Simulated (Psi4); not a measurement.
**A ladder of methods for MgH2S2 (SMILES [SH][Mg][SH])**

MgH2S2: 5 atoms, total charge 0, spin state singlet. As SMILES, `[SH][Mg][SH]`. Geometry: optimised at PBE0/def2-TZVP.

Quantity: the HOMO–LUMO gap, in eV. The values are calculated.

```json
{"level": "PBE-D4/def2-TZVPP (density fitting)", "kind": "GGA", "program": "Psi4", "value (eV)": "3.96", "CPU time": "39 s"}
{"level": "r2SCAN-D4/def2-TZVPP (density fitting)", "kind": "meta-GGA", "program": "Psi4", "value (eV)": "4.64", "CPU time": "79 s"}
{"level": "B3LYP-D4/def2-TZVPP (density fitting)", "kind": "global hybrid", "program": "Psi4", "value (eV)": "5.32", "CPU time": "35 s"}
{"level": "PBE0-D4/def2-TZVPP (density fitting)", "kind": "global hybrid", "program": "Psi4", "value (eV)": "5.83", "CPU time": "39 s"}
{"level": "wB97M-V/def2-TZVPP (density fitting)", "kind": "range-separated hybrid", "program": "Psi4", "value (eV)": "9.43", "CPU time": "83 s"}
```

The values span 3.96 to 9.43 eV. Orbital gaps aren't excitation energies; they tend to grow with the share of exact exchange. CPU times are rough (shared hosts, several kinds of processor): they show what a rung costs within a factor of a few.

The gap widens at every step from PBE to ωB97M-V, but unevenly: the largest jump, from 5.83 to 9.43 eV, separates PBE0 from the range-separated hybrid. The rise from PBE to r2SCAN occurs without any exact exchange, so that ingredient can't account for the whole sequence. The large final step probably reflects the full long-range exact exchange in ωB97M-V, which stabilises occupied orbitals relative to empty ones.

Chemically, a sizeable gap fits a closed-shell Mg(II) compound with polar Mg–S bonds. The highest occupied orbitals are expected to be mainly sulfur 3p lone pairs, while the lowest empty orbital probably has considerable magnesium 3s and 3p character. The gap would then largely measure the separation between electron-rich thiolate ligands and an electron-poor metal centre. Without diffuse functions in the basis, the position of a weakly bound or unbound empty orbital, and hence the gap, may not be converged.
